## Energy diffusion with memory friction: a wrong escape time for I₂ and its repair

The calculation in Section 2 is wrong. It uses the zero-frequency friction $\hat\gamma(0)$ where the friction at the orbital frequency and its overtones belongs.

### 1. Model and conventions

A bond coordinate $x$, measured from the minimum and with reduced mass $M$, obeys the generalized Langevin equation

$$M\ddot x=-V'(x)-M\int_0^\infty\gamma(t')\,\dot x(t-t')\,dt'+R(t),\qquad \langle R(t)R(t')\rangle=Mk_BT\,\gamma(|t-t'|).$$

The Laplace transform is $\hat\gamma(s)=\int_0^\infty e^{-st}\gamma(t)\,dt$, so that $\mathrm{Re}\,\hat\gamma(i\omega)=\int_0^\infty\gamma(t)\cos\omega t\,dt$ has the unit of a rate. The action is $J=(2\pi)^{-1}\oint p\,dx$, the angular frequency is $\omega(J)=dE/dJ$, the angle is $\phi=\omega t$, and $\beta=1/k_BT$.

**Energy diffusion.** For weak friction the energy changes little in one period, and to lowest order the noise acts along the unperturbed orbit. It does the work $\int R\,\dot x\,dt$, whose variance after a time $t$ long against period and memory is $2t\,k_BT\,\epsilon\,\omega^2$, with

$$\epsilon(J)\,\omega^2=M\int_0^\infty\gamma(t)\,C(t)\,dt,\qquad C(t)=\langle\dot x(\phi)\,\dot x(\phi-\omega t)\rangle_\phi .\tag{1}$$

The same quantity $\epsilon\omega^2$ is the mean power that the friction term removes from the orbit. Since $\delta E=\omega\,\delta J$, the action diffuses with coefficient $k_BT\epsilon$. The phase-space measure is $dJ\,d\phi$, so the flux must vanish for $P\propto e^{-\beta E(J)}$, which fixes the drift:

$$\frac{\partial P}{\partial t}=\frac{\partial}{\partial J}\left[\epsilon(J)\left(\omega(J)+k_BT\frac{\partial}{\partial J}\right)P\right].\tag{2}$$

**Escape time.** The flux in (2) is $-k_BT\epsilon\,e^{-\beta E}\partial_J(e^{\beta E}P)$. The mean first-passage time $\tau(J)$ to an absorbing boundary $J_b$ therefore solves the adjoint equation $k_BT\,e^{\beta E}\partial_J(\epsilon\,e^{-\beta E}\partial_J\tau)=-1$. Two integrations, with $\epsilon\,\partial_J\tau=0$ at $J=0$ and $\tau(J_b)=0$, give

$$\frac1k=\tau(0)=\frac1{k_BT}\int_0^{J_b}dJ\,\frac{e^{\beta E(J)}}{\epsilon(J)}\int_0^{J}dJ'\,e^{-\beta E(J')} .\tag{3}$$

For a well many $k_BT$ deep the starting point within the thermal region is immaterial, and $1/\tau$ is the rate constant.

**Morse orbit.** For $V=D(1-e^{-ax})^2$, $\omega_0=a\sqrt{2D/M}$ and $y=\omega/\omega_0$,

$$E=D(1-y^2),\qquad J=\frac{2D}{\omega_0}(1-y),\qquad x(\phi)=\frac1a\ln\frac{1-\sqrt{1-y^2}\cos\phi}{y^2}.$$

The bottom of the well is $y=1$ and dissociation is $y=0$. Write $\epsilon=(4D\gamma_0/\omega_0^2)\,S(y)$ with $\gamma_0=\hat\gamma(0)$, and $b=\beta D$. The prefactor of (3) becomes $\beta(2D/\omega_0)^2\,\omega_0^2/(4D\gamma_0)=b/\gamma_0$, and

$$\frac1k=\frac{e^{b}}{\gamma_0}\,bG(0)\,W,\qquad W=\int_0^1dy\,\frac{e^{-by^2}}{S(y)}\,\frac{G(y)}{G(0)},\qquad G(y)=\int_y^1e^{-b(1-u^2)}\,du .\tag{4}$$

**Inputs.** Approximate constants for ground-state I₂ are $D=1.556$ eV, $\tilde\nu_0=214.5$ cm$^{-1}$ and $M=63.45$ u, which give $\omega_0=40.40$ ps$^{-1}$ and $a=1.857$ Å$^{-1}$. The fluid is supercritical nitrogen at $T=1000$ K, where $k_BT=0.0862$ eV, $b=18.06$, and $\hbar\omega_0/k_BT=0.31$ permits a classical treatment. The kernel is illustrative,

$$\gamma(t)=\frac{\gamma_0}{\tau_c}e^{-t/\tau_c},\qquad \mathrm{Re}\,\hat\gamma(i\omega)=\frac{\gamma_0}{1+\omega^2\tau_c^2},$$

with $\gamma_0=0.30$ ps$^{-1}$ and $\tau_c=0.10$ ps, so $\kappa\equiv\omega_0\tau_c=4.04$. The static friction corresponds to a relative diffusion coefficient $k_BT/M\gamma_0=44$ Å$^2$ ps$^{-1}$ of the separated atoms and was chosen as typical of a few hundred bar; $\tau_c$ is a typical collision duration. Then $G(0)=0.02853$, $bG(0)=0.5152$, $e^{-b}=1.439\times10^{-8}$ and $\gamma_0e^{-b}=4.32\times10^{3}$ s$^{-1}$.

### 2. The wrong attempt

The argument runs as follows. The memory lasts a tenth of a picosecond and escape takes microseconds, so the bath looks white on the time scale of energy diffusion, and $C$ may be taken out of the integral in (1):

$$\text{(wrong)}\qquad \epsilon\,\omega^2\approx M\,C(0)\int_0^\infty\gamma(t)\,dt=\gamma_0\,\omega J .\tag{5}$$

Here $MC(0)=M\langle\dot x^2\rangle=\omega J$ follows from the definition of $J$. Then $\epsilon_0=\gamma_0J/\omega$, or $S_0=(1-y)/2y$. Quadrature of (4) gives $W_0=0.07154$, and

$$\text{(wrong)}\qquad k_0=\frac{\gamma_0e^{-b}}{bG(0)\,W_0}=1.17\times10^{5}\ \text{s}^{-1},\qquad \frac1{k_0}=8.54\ \mu\text{s}.$$

### 3. The symptom

A first warning comes from transition-state theory. The one-way equilibrium flux through a surface at large $x$ is $Z^{-1}\int_0^\infty dp\,(p/M)\,e^{-\beta(D+p^2/2M)}=k_BT\,e^{-b}/Z$, with $Z=2\pi\int dJ\,e^{-\beta E}=2\pi(2D/\omega_0)G(0)$. Hence

$$k_{\rm TST}=\frac{\omega_0\,e^{-b}}{4\pi\,bG(0)}=8.98\times10^{4}\ \text{s}^{-1},$$

an upper bound on the classical rate of the model, and $k_0/k_{\rm TST}=1.30$ exceeds it. This does not locate the fault, because (2) overshoots the bound whenever the friction is too strong for it, with or without memory.

The decisive symptom is at the bottom of the well, where the model is exactly soluble. For $\epsilon=\Gamma J/\omega_0$ and $\omega=\omega_0$, the first moment of (2) obeys $d\langle E\rangle/dt=-\Gamma(\langle E\rangle-k_BT)$. Line (5) says $\Gamma=\gamma_0$, an energy relaxation time of $3.33$ ps that does not depend on $\tau_c$. The harmonic Langevin equation has modes $e^{st}$ with $s^2+s\hat\gamma(s)+\omega_0^2=0$. With $\hat\gamma(s)=\gamma_0/(1+s\tau_c)$ and $\sigma=s\tau_c$ this is

$$\sigma^3+\sigma^2+(\kappa^2+\gamma_0\tau_c)\,\sigma+\kappa^2=0 .$$

The three roots sum to $-1$. If the real root is $-1+\eta$, the complex pair has $2\,\mathrm{Re}\,\sigma=-\eta$, and the energy of the oscillation decays at the rate $\eta/\tau_c$. Solving the cubic gives $\eta/\tau_c=0.01729$ ps$^{-1}$, a relaxation time of $57.8$ ps. Linearizing about $\sigma=-1$ gives, to first order in $\gamma_0$, $\eta/\tau_c=\gamma_0/(1+\kappa^2)=0.01732$ ps$^{-1}$, which is $\mathrm{Re}\,\hat\gamma(i\omega_0)$. An expansion in weak friction must reproduce this limit, and (5) misses it by $1+\kappa^2=17.3$ however small $\gamma_0$ is made.

### 4. The faulty line

The fault is the replacement of $C(t)$ by $C(0)$ in (5). The memory time was compared with the escape time, but in (1) the kernel multiplies the velocity correlation along the orbit, which oscillates at $\omega(J)$ and its multiples. The replacement requires $n\omega\tau_c\ll1$ for every harmonic $n$ that carries weight. At the bottom of the well $\omega\tau_c$ is about four: the velocity reverses while the bath still responds to its earlier value, and the contributions to the integral largely cancel. Since $|C(t)|\le C(0)$, line (5) overestimates $\epsilon$ for any non-negative kernel, and by (3) it overestimates the rate.

### 5. The mended calculation

Expand the orbit as $x(\phi)=\sum_{n=-\infty}^{\infty}x_ne^{in\phi}$ with $x_{-n}=x_n^*$. Then $\dot x=\sum_n in\omega\,x_ne^{in\phi}$, and the angle average retains only pairs $(n,-n)$:

$$C(t)=2\omega^2\sum_{n\ge1}n^2|x_n|^2\cos n\omega t .$$

Insertion in (1) gives the coefficient associated with the work of Grote and Hynes and of Carmeli and Nitzan,

$$\epsilon(J)=2M\sum_{n\ge1}n^2|x_n(J)|^2\,\mathrm{Re}\,\hat\gamma\big(in\omega(J)\big).\tag{6}$$

A harmonic well has only $n=1$, with $J=2M\omega_0|x_1|^2$, so $\epsilon=J\,\mathrm{Re}\,\hat\gamma(i\omega_0)/\omega_0$ and $\Gamma=\mathrm{Re}\,\hat\gamma(i\omega_0)$, as the cubic demands. A flat spectrum returns (5).

For the Morse orbit set $r^2=q=(1-y)/(1+y)$, for which $2r/(1+r^2)=\sqrt{1-y^2}$. Then $1-\sqrt{1-y^2}\cos\phi=(1-2r\cos\phi+r^2)/(1+r^2)$, and $\ln(1-2r\cos\phi+r^2)=-2\sum_{n\ge1}r^n\cos n\phi/n$ yields $x_n=-r^n/(na)$ for $n\ge1$. With $2M/a^2=4D/\omega_0^2$,

$$S(y)=\sum_{n\ge1}q^n\,\frac{\mathrm{Re}\,\hat\gamma(in\omega_0y)}{\gamma_0}=\sum_{n\ge1}\frac{q^n}{1+n^2\kappa^2y^2}.\tag{7}$$

At $\kappa=0$ the geometric series gives $q/(1-q)=(1-y)/2y=S_0$.

| $y$ | $(D-E)/k_BT$ | $\omega$ (ps$^{-1}$) | $S$ | $S_0/S$ | share of $n=1$ in $S$ |
|---|---|---|---|---|---|
| 0.1 | 0.18 | 4.04 | 1.652 | 2.72 | 0.43 |
| 0.2 | 0.72 | 8.08 | 0.6016 | 3.32 | 0.67 |
| 0.3 | 1.63 | 12.12 | 0.2766 | 4.22 | 0.79 |
| 0.5 | 4.51 | 20.20 | 0.07323 | 6.83 | 0.90 |

As $y\to1$ the ratio $S_0/S$ tends to $1+\kappa^2$. As $y\to0$ the fundamental frequency vanishes, yet the Markov value is not recovered. There $q^n\to e^{-2ny}$, the sum becomes an integral over $u=ny$, and

$$yS\to\int_0^\infty\frac{e^{-2u}}{1+\kappa^2u^2}\,du=0.2138,$$

against $yS_0\to1/2$, so $S_0/S\to2.34$. The slow orbit still contains a fast rebound from the inner wall, whose spectrum extends to frequencies of order $\omega_0$ and is carried by high overtones.

Quadrature of (4) with (7) gives $W=0.2660$. The integrand is largest between $y=0.2$ and $0.25$, about one $k_BT$ below dissociation, and

$$k=\frac{\gamma_0e^{-b}}{bG(0)\,W}=3.15\times10^{4}\ \text{s}^{-1},\qquad \frac1k=31.7\ \mu\text{s},\qquad \frac{k}{k_{\rm TST}}=0.35 .$$

The rate now respects the bound.

### 6. Size of the error and limits of the result

Within equation (2), the slip makes the rate too large by $k_0/k=W/W_0=3.72$. By (4) this factor is the average of $S_0/S$ with the weight $e^{-by^2}G(y)/S_0$, which lies in the top few $k_BT$ of the well. The same slip shortens the relaxation time at the bottom by the factor $17.3$. The two factors differ because the bottleneck for escape lies where the orbit has softened towards the flat part of the friction spectrum. Both are independent of $\gamma_0$.

Two partial repairs fail in the opposite direction.

| friction used in $\epsilon$ | $k$ ($10^4$ s$^{-1}$) | ratio to (7) |
|---|---|---|
| $\hat\gamma(0)$ for all harmonics (wrong) | 11.7 | 3.72 |
| $\mathrm{Re}\,\hat\gamma(in\omega(J))$, all $n$ | 3.15 | 1 |
| term $n=1$ of (7) alone | 1.86 | 0.59 |
| $\mathrm{Re}\,\hat\gamma(i\omega_0)$ for all harmonics and energies | 0.676 | 0.21 |

The third row has $S=q/(1+\kappa^2y^2)$ and $W=0.4496$; the last row is $k_0/(1+\kappa^2)$. The harmonic rule belongs to the bottom of the well and underestimates the Morse rate by a larger factor than that by which $\hat\gamma(0)$ overestimates it.

The three figures printed above are those of equation (2) for the stated inputs. Equation (2) itself assumes that the energy lost per period is small against $k_BT$. That loss is

$$\delta(y)=\beta\,\epsilon\omega^2\,\frac{2\pi}{\omega}=8\pi b\,\frac{\gamma_0}{\omega_0}\,yS(y),$$

which is $0.41$ at $y=0.2$ and $0.72$ at dissociation; with $S_0$ it would be $1.35$ and $1.68$. These values are not small. The size of the correction can be estimated from the depopulation factor of Mel'nikov and Meshkov for a single well, derived for Gaussian energy jumps per period with a constant mean loss $\delta$ and variance $2\delta$ in units of $k_BT$,

$$A(\delta)=\exp\left[\frac1\pi\int_0^\infty\frac{\ln\left(1-e^{-\delta(\lambda^2+1/4)}\right)}{\lambda^2+1/4}\,d\lambda\right],\qquad k\approx A\,k_{\rm TST},$$

which tends to the energy-diffusion value $\delta$ as $\delta\to0$. For the two mended values of $\delta$ the ratio $A/\delta$ is $0.59$ and $0.50$. The finite step size thus lowers the mended rate by roughly a further factor of two, to about $2\times10^{4}$ s$^{-1}$. This correction is smaller than the error of the slip but of comparable order, and it leaves one significant figure. Because $A$ grows more slowly than $\delta$, a treatment beyond (2) would also show a smaller penalty for using $\hat\gamma(0)$; the factor $3.72$ is exact only in the limit of weak friction at fixed $\kappa$ and $b$.

The orbit at $y=0.2$ stretches the bond by $-a^{-1}\ln\left(1-\sqrt{1-y^2}\right)=2.1$ Å at its outer turning point, so a kernel independent of bond length is an idealization, and the exponential form, with its cusp at $t=0$, falls off more slowly at high frequency than the spectrum of smooth collisions. All rates here are the model's. As typical knowledge, thermal dissociation of I₂ in nitrogen near 1000 K and a few hundred bar proceeds at a first-order rate of order $10^5$ s$^{-1}$, so the mended model is low by roughly a factor of three to ten. The one-dimensional coordinate omits rotation, which lowers the effective barrier and raises the escape flux, and it omits the further electronic states that correlate with two ground-state atoms. That the wrong rate lies nearer the typical magnitude is a cancellation between the slip and these omissions.